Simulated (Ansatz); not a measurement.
# Phonon-limited resistivity of Sc (computed with Ansatz 0.2.0)

Space group P6_3/mmc (No. 194), 2 atoms in the cell of the first input below: a = 3.318 Å, b = 3.318 Å, c = 5.165 Å, α = 90.00°, β = 90.00°, γ = 120.00°.

The cell was built from a prototype of a structure type listed for this element, relaxed without spin–orbit coupling to zero pressure (pressure 0.0 GPa with this functional, without spin–orbit coupling). Functional: PBE.

Input:

```yaml
crystal:
  lattice:
    - [3.3176022551, 0.0, 0.0]
    - [-1.6588011275, 2.8731278326, 0.0]
    - [0.0, 0.0, 5.1647115887]
  atoms:
    - { symbol: Sc, position: [0.3333333333, 0.6666666667, 0.75] }
    - { symbol: Sc, position: [0.6666666667, 0.3333333333, 0.25] }
basis:
  ecutwfc: 420
  ecutrho_ratio: 4
kpoints:
  mp_grid: { grid: [12, 12, 8] }
hamiltonian:
  xc: pbe
scf:
  occupations: { method: methfessel_paxton, width: 0.2 }
output: {}
phonons:
  supercell: [2, 2, 2]
  qpath:
    path:
      - [[0.0, 0.0, 0.0], [0.5, 0.0, 0.0], [0.33333333, 0.33333333, 0.0], [0.0, 0.0, 0.0], [0.0, 0.0, 0.5], [0.5, 0.0, 0.5], [0.33333333, 0.33333333, 0.5], [0.0, 0.0, 0.5]]
      - [[0.5, 0.0, 0.5], [0.5, 0.0, 0.0]]
      - [[0.33333333, 0.33333333, 0.5], [0.33333333, 0.33333333, 0.0]]
    npoints: 6
  electrical_resistivity: { mesh: [24, 24, 16], temperatures: [50, 100, 200, 300, 500] }
  superconductivity: { mesh: [24, 24, 16], eliashberg_equations: false }
```

```bash
ansatz run input.yaml --threads 8 --pin off --max-ram 15360MiB --backend cpu --events-out ev --progress --plain --runs-dir out
```

Time: 84 s on 8 threads of AMD EPYC 7R43 64-Core Processor (Zen 3) (shared host), peak memory 4 GiB.

λ_tr,xx from the finest mesh down: 0.533, 0.533, 0.486. The next coarser mesh moves the resistivity at 300 K by 8 % along the axis that moves most.

The run gives λ_tr,xx = 0.533 and a Drude plasma energy ħω_p,xx = 3.09 eV.

Task: Estimate the resistivity along x at 300 K from the high-temperature formula.

Result: ħ/τ = 2π λ_tr k_B T = 0.0866 eV and ρ = 1/(ε0 ω_p² τ) = 67.43 μΩ cm. The Boltzmann solution gives 63.43 μΩ cm, so the estimate is 6 % high, which is less than the mesh moves the solution along x.

```json
{"T (K)": "50", "ρ_xx (μΩ cm)": "1.95", "ρ_zz (μΩ cm)": "0.87", "formula, xx": "11.24", "R_H, field along x (10⁻¹¹ m³/C)": "-6.89", "R_H, field along z (10⁻¹¹ m³/C)": "-3.01"}
{"T (K)": "100", "ρ_xx (μΩ cm)": "13.43", "ρ_zz (μΩ cm)": "5.69", "formula, xx": "22.48", "R_H, field along x (10⁻¹¹ m³/C)": "-3.66", "R_H, field along z (10⁻¹¹ m³/C)": "-7.39*"}
{"T (K)": "200", "ρ_xx (μΩ cm)": "39.30", "ρ_zz (μΩ cm)": "16.14", "formula, xx": "44.96", "R_H, field along x (10⁻¹¹ m³/C)": "-2.73", "R_H, field along z (10⁻¹¹ m³/C)": "-7.08*"}
{"T (K)": "300", "ρ_xx (μΩ cm)": "63.43", "ρ_zz (μΩ cm)": "26.01", "formula, xx": "67.43", "R_H, field along x (10⁻¹¹ m³/C)": "-2.94", "R_H, field along z (10⁻¹¹ m³/C)": "-7.08*"}
{"T (K)": "500", "ρ_xx (μΩ cm)": "110.31", "ρ_zz (μΩ cm)": "45.96", "formula, xx": "112.39", "R_H, field along x (10⁻¹¹ m³/C)": "-3.76", "R_H, field along z (10⁻¹¹ m³/C)": "-6.89*"}
```

A star marks Hall coefficients that aren't converged: the next coarser mesh moves them by over a fifth (field along z at 300 K: -7.08 against -5.39). R_H depends on the direction of the field. At 300 K the next coarser mesh moves R_H by up to 24 %.

At 50 K the solution is 0.17 times the linear formula, and at 500 K 0.98 times. The formula is meant for temperatures above the phonon energies and for bands that vary little within k_B T.

Caveats: not converged in the fine mesh; small supercell, couplings not converged in it.

The resistivity falls well below the linear formula on cooling because the phonons that scatter electrons through large angles freeze out, while the remaining long-wavelength ones relax the current poorly. By 500 K the modes are nearly classical and the two results almost coincide.

Conduction is easier along the hexagonal axis at every temperature, with ρ_zz less than half of ρ_xx, as is known for scandium. Since this ratio changes little while the scattering rate grows strongly, the anisotropy probably comes mainly from the Fermi surface, whose d-derived sheets favour velocities along c, rather than from direction-dependent coupling.

With the field along x, the Hall coefficient stays negative but shrinks markedly between 50 and 200 K. This suggests that scattering redistributes the current among electron-like and hole-like parts of the Fermi surface, so the coefficient shouldn't be converted into a carrier density. Impurity and spin-fluctuation scattering lie outside these phonon-only values and would matter most in a real sample at low temperature.
